# Solution key: isothermal solidification of an Al/Cu/Al transient liquid-phase bond

**Problem.** A Cu layer of thickness $W_0$ lies between two thick blocks of pure Al, and the stack is held at $T$ above the Al–Cu eutectic temperature. Find the time $t_f$ at which the last liquid disappears.

**Model.** One dimension, one half of the symmetric joint, one diffusing field. $C$ is the atom fraction of Cu: $C_F$ in the interlayer, $C_0$ in the base metal, $C_L$ and $C_S$ on the liquidus and solidus at $T$. The liquid is uniform at $C_L$ and the planar interfaces are in local equilibrium. The solid is semi-infinite, with constant volume per site and constant interdiffusion coefficient $D$, which at this dilution is close to the Cu impurity diffusivity. Every width counts atoms: it is the number of atoms per unit area times the site volume of solid Al.

**Inputs**, all typical or assumed:

| quantity | value |
|---|---|
| melting point of Al, $T_m$ | 933 K |
| eutectic temperature, $T_E$ | 821 K |
| $C_L(T_E)$, $C_S(T_E)$ | 0.171, 0.025 |
| fcc lattice parameters $a_{\rm Al}$, $a_{\rm Cu}$ near room temperature | 4.05 Å, 3.61 Å |
| Cu in solid Al, $D=D_0e^{-Q/k_BT}$ | $D_0=6.5\times10^{13}$ nm²/s, $Q=1.41$ eV |
| Cu in liquid Al, $D_L$ | $3\times10^{9}$ nm²/s |
| $W_0$, $C_F$, $C_0$, $T$ | 1000 nm, 1, 0, 850 K |

Liquidus and solidus are assumed straight from $T_m$ to $T_E$. $k_B=8.617333\times10^{-5}$ eV/K, and intermediate values are carried unrounded.

## (a) Maximum width of the liquid (3 marks)

Both metals have four atoms per cubic cell, so the interlayer has the site-equivalent width
$$W_0^*=W_0\,(a_{\rm Al}/a_{\rm Cu})^3=1.412\,W_0=1412\ \text{nm}.$$
It dissolves base metal of width $W_{\max}-W_0^*$ until the liquid reaches $C_L$. With no loss to the solid meanwhile,
$$W_0^*C_F+(W_{\max}-W_0^*)C_0=W_{\max}C_L\;\Rightarrow\;W_{\max}=W_0^*\,\frac{C_F-C_0}{C_L-C_0}.$$
At 850 K both lines stand at the fraction $(T_m-T)/(T_m-T_E)=83/112$ of their eutectic values: $C_L=0.1267$, $C_S=0.0185$, and $W_{\max}=1.114\times10^4$ nm. The geometric width of the liquid differs by the ratio of liquid to solid atomic volume. That ratio only translates the blocks rigidly and doesn't enter $t_f$.

## (b) Similarity solution (6 marks)

Put $x=0$ at the interface position at maximum width, $x>0$ into the block, and $t=0$ at that moment. In the solid $\partial_tC=D\,\partial_x^2C$, with $C=C_0$ at $t=0$ and at $x\to\infty$. One function suffices:
$$C(x,t)=C_0+A\,\mathrm{erfc}\frac{x}{2\sqrt{Dt}}.$$
The condition $C=C_S$ at the interface $X(t)$ holds at all times only if $X/2\sqrt{Dt}$ is constant. The solid grows into the liquid, so $X=-2K\sqrt{Dt}$ with $K>0$. Since $\mathrm{erfc}(-K)=1+\mathrm{erf}K$,
$$A=\frac{C_S-C_0}{1+\mathrm{erf}K}.$$
Freezing turns liquid at $C_L$ into solid at $C_S$. The liquid must stay at $C_L$, so the rejected Cu leaves by diffusion into the solid:
$$(C_L-C_S)\left(-\frac{dX}{dt}\right)=-D\,\partial_xC\Big|_X .$$
The left side is $(C_L-C_S)K\sqrt{D/t}$ and the right side is $A\,e^{-K^2}\sqrt{D/\pi t}$. The factor $\sqrt{D/t}$ cancels:
$$\sqrt\pi\,K\,e^{K^2}(1+\mathrm{erf}K)=\frac{C_S-C_0}{C_L-C_S}\equiv\Omega .$$
The left side rises monotonically from 0 to $\infty$, so there is exactly one positive root when $C_0<C_S<C_L$. Two interfaces move, each by $2K\sqrt{Dt}$:
$$W(t)=W_{\max}-4K\sqrt{Dt},\qquad t_f=\frac{W_{\max}^2}{16K^2D}.$$
Equivalently $W/W_{\max}=1-\sqrt{t/t_f}$, so at $t_f/2$ the fraction 0.293 is still liquid. A factor $1-\mathrm{erf}K$ loses the marks for sign, since it belongs to an interface that advances into the diffusing phase.

## (c) Conservation test (3 marks)

With $\int_{-K}^\infty\mathrm{erfc}\,\eta\,d\eta=e^{-K^2}/\sqrt\pi+K(1+\mathrm{erf}K)$, the excess Cu in one block is
$$2\sqrt{Dt}\,\Big[\frac{A\,e^{-K^2}}{\sqrt\pi}+K(C_S-C_0)\Big]=2K\sqrt{Dt}\,(C_L-C_0),$$
where the interface balance gives $Ae^{-K^2}/\sqrt\pi=K(C_L-C_S)$. At $t_f$, $2K\sqrt{Dt_f}=W_{\max}/2$, so the block holds exactly the excess of half the liquid layer.

## (d) Numbers (5 marks)

With $C_0=0$ and straight phase boundaries, $k=C_S/C_L=0.1462$ and $\Omega=k/(1-k)=0.1712$ at every $T$, so $K$ is one number for the whole window. The root is $K=0.0873$, with $e^{K^2}=1.0076$ and $1+\mathrm{erf}K=1.0983$, and $1/16K^2=8.20$.

For small $K$, $Ke^{K^2}(1+\mathrm{erf}K)=K+\frac{2}{\sqrt\pi}K^2+K^3+\dots$. Inverting with $K_0=\Omega/\sqrt\pi=0.0966$,
$$K=K_0-\frac{2}{\sqrt\pi}K_0^2+\Big(\frac8\pi-1\Big)K_0^3+\dots,$$
and these three terms give 0.0875.

At 850 K, $k_BT=0.07325$ eV, $Q/k_BT=19.25$ and $D=2.84\times10^5$ nm²/s. The model's time is
$$t_f=8.20\,W_{\max}^2/D=3.59\times10^3\ \text{s}\approx1.0\ \text{h}.$$
Two shortcuts fail visibly. Setting $K=K_0$ takes the flux of a fixed interface and gives $t=\pi W_{\max}^2/16\Omega^2D=2.93\times10^3$ s, 18 per cent short. Using $W_0$ for $W_0^*$ divides the time by $1.412^2=1.99$ and gives $1.80\times10^3$ s.

## (e) Best temperature (4 marks)

Because $K$ is fixed and $W_{\max}\propto1/(T_m-T)$,
$$t_f\propto\frac{e^{Q/k_BT}}{(T_m-T)^2},\qquad\frac{d\ln t_f}{dT}=\frac{2}{T_m-T}-\frac{Q}{k_BT^2}.$$
The derivative vanishes where $bT^2+T-T_m=0$ with $b=2k_B/Q=1.222\times10^{-4}$ K$^{-1}$:
$$T^*=\frac{\sqrt{1+4bT_m}-1}{2b}=846\ \text{K}.$$
The derivative is negative below $T^*$ and positive above, so this is a minimum, and it lies inside the window $T_E<T<T_m$.

| $T$ (K) | $C_L$ | $W_{\max}$ ($10^4$ nm) | $D$ ($10^5$ nm²/s) | $t_f$ ($10^3$ s) |
|---|---|---|---|---|
| 825 | 0.1649 | 0.856 | 1.58 | 3.80 |
| 850 | 0.1267 | 1.114 | 2.84 | 3.59 |
| 900 | 0.0504 | 2.803 | 8.27 | 7.79 |

Heating further lengthens the bond, because the leaner liquid is wider and the solid dissolves less Cu. The minimum is shallow on its cold side, so curvature of the real phase boundaries can move $T^*$ appreciably.

## (f) Comparison with the general statement (4 marks)

The general statement reads $W_{\max}=W_0(C_F-C_0)/(C_L-C_0)$, $W=W_{\max}-4K\sqrt{Dt}$, $t_f=W_{\max}^2/16K^2D$, with the root equation of (b). The model reproduces it exactly, provided that $W_0$ is the site-equivalent width. The geometric thickness serves with atom fractions only when the atomic volumes are equal, and for Cu on Al the difference is the factor 1.99. The constancy of $K$ and the formula for $T^*$ are not general: they need $C_0=0$ and constant $k$, and $T^*$ needs the straight liquidus as well.

Sizes of the neglected terms at 850 K:

- **Widening stage.** If liquid diffusion controls it, it lasts about $\tau=(W_{\max}/2)^2/D_L=0.010$ s. Uptake by the solid grows as $\sqrt t$, so the Cu lost meanwhile is a fraction of order $\sqrt{\tau/t_f}=1.7\times10^{-3}$.
- **Finite blocks.** The diffusion length is $2\sqrt{Dt_f}=W_{\max}/2K=6.38\times10^4$ nm. At twice this depth, $1.28\times10^5$ nm, the profile is $0.0047A$, so blocks well beyond that thickness are semi-infinite. If the half-thickness of the whole stack is below $W_0^*/2C_S=3.81\times10^4$ nm, the mean composition exceeds $C_S$ and liquid remains for ever.
- **Thermal expansion.** The compiled coefficient of Al, $23.1\times10^{-6}$ K$^{-1}$ at 293 K (Kaye and Laby Online, NPL), held constant up to 850 K gives a strain $\epsilon$ of 1.3 per cent. For a layer attached to the Al, Cu atoms per area fall as $(1+\epsilon)^{-2}$ and the site volume rises as $(1+\epsilon)^3$. Thus $W_{\max}$ grows by $1+\epsilon$ and $t_f$ by 2.6 per cent.
- **Site volume against composition.** Linear interpolation of the two lattice parameters at $C_S$ changes $a$ by 0.20 per cent.
- **Diffusivity.** Raising $Q$ by 0.02 eV at fixed $D_0$ multiplies $t_f$ by 1.31. This outweighs the expansion and composition terms and exceeds the 18 per cent correction for interface motion.

The three figures printed above therefore test the arithmetic. The model's result is about one hour for 1000 nm of Cu, and since $t_f\propto W_0^2$, about $1.0\times10^2$ h for $10^4$ nm. As typical knowledge and not as a measurement, pressed polycrystalline joints tend to freeze sooner than this planar model says, often by a factor of a few. Grain boundaries carry off additional Cu, and clamping squeezes liquid out: expelling half of it at the start divides $t_f$ by 4.